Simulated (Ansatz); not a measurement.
# Ligand exchange: C3H7Br + C2H10Si2 → C3H10Si + C2H7BrSi

Species: C3H7Br (2-bromopropane) `CC(C)Br`, singlet; C2H10Si2 `CC[SiH2][SiH3]`, singlet; C3H10Si `CC(C)[SiH3]`, singlet; C2H7BrSi `CC[SiH2]Br`, singlet. The partners trade Br for SiH3: C–Br and Si–SiH3 bonds give way to C–SiH3 and Si–Br.

Shapes, held fixed at every level: PBE0-D4/def2-TZVP. Flexible molecules stand in one conformer, not always the lowest. Programs: Ansatz 0.2.0. The zero-point and thermal change to 298 K, harmonic and unscaled (PBE0-D4/def2-TZVP), is +1.1 kJ/mol.

Q: Estimate ΔH(298 K) of this reaction.

A: The highest level, CCSD(T)/def2-TZVPP, gives ΔH(298 K) = -117.8 kJ/mol; the levels span -127.9 to -114.3. The column of differences is taken from that level and isn't an error. No measured value is set beside it here. Relativity is left out for Br. Outer-core shells of Br are correlated in most correlated rows, in sets that cover them unevenly. Times are processor times on shared x86 and Arm servers, and rough.

```json
{"level": "r2SCAN-D4/def2-TZVPP", "kind": "meta-GGA", "ΔH(298 K) (kJ/mol)": "-117.5", "less CCSD(T)/def2-TZVPP": "+0.3", "CPU time (sum over the molecules)": "77 s"}
{"level": "B3LYP-D4/def2-TZVPP", "kind": "global hybrid", "ΔH(298 K) (kJ/mol)": "-116.8", "less CCSD(T)/def2-TZVPP": "+1.0", "CPU time (sum over the molecules)": "84 s"}
{"level": "PBE0-D4/def2-TZVPP", "kind": "global hybrid", "ΔH(298 K) (kJ/mol)": "-114.3", "less CCSD(T)/def2-TZVPP": "+3.5", "CPU time (sum over the molecules)": "52 s"}
{"level": "wB97X-V/def2-TZVPP", "kind": "range-separated hybrid", "ΔH(298 K) (kJ/mol)": "-120.2", "less CCSD(T)/def2-TZVPP": "-2.4", "CPU time (sum over the molecules)": "2.1 min"}
{"level": "MP2/def2-TZVPP", "kind": "perturbation theory", "ΔH(298 K) (kJ/mol)": "-127.9", "less CCSD(T)/def2-TZVPP": "-10.1", "CPU time (sum over the molecules)": "–"}
{"level": "CCSD/def2-TZVPP", "kind": "coupled cluster or CI", "ΔH(298 K) (kJ/mol)": "-120.8", "less CCSD(T)/def2-TZVPP": "-3.0", "CPU time (sum over the molecules)": "–"}
{"level": "CCSD(T)/def2-TZVPP", "kind": "coupled cluster or CI", "ΔH(298 K) (kJ/mol)": "-117.8", "less CCSD(T)/def2-TZVPP": "0.0", "CPU time (sum over the molecules)": "37 min"}
```

The exchange is strongly exothermic at every level, with -117.8 kJ/mol from CCSD(T), and the spread between methods is far too small to put the sign in doubt. The driving force is the replacement of a C–Br and a relatively weak Si–Si bond by C–Si and Si–Br bonds. Silicon is more electropositive than carbon, so its bond to bromine gains more ionic character, while the new C–Si bond is also polar and benefits from better overlap than the diffuse Si–Si bond it replaces. The thermal term is only +1.1 kJ/mol, as expected when two molecules give two molecules, so the heat released is almost entirely electronic in origin.

All four density functionals lie within 3.5 kJ/mol of CCSD(T), whereas MP2 makes the reaction too exothermic by 10.1 kJ/mol relative to it, probably because second-order theory treats correlation unevenly between the bonds broken and formed. The large exothermicity says nothing about the rate, since direct exchange between these closed-shell molecules may well face a high barrier.
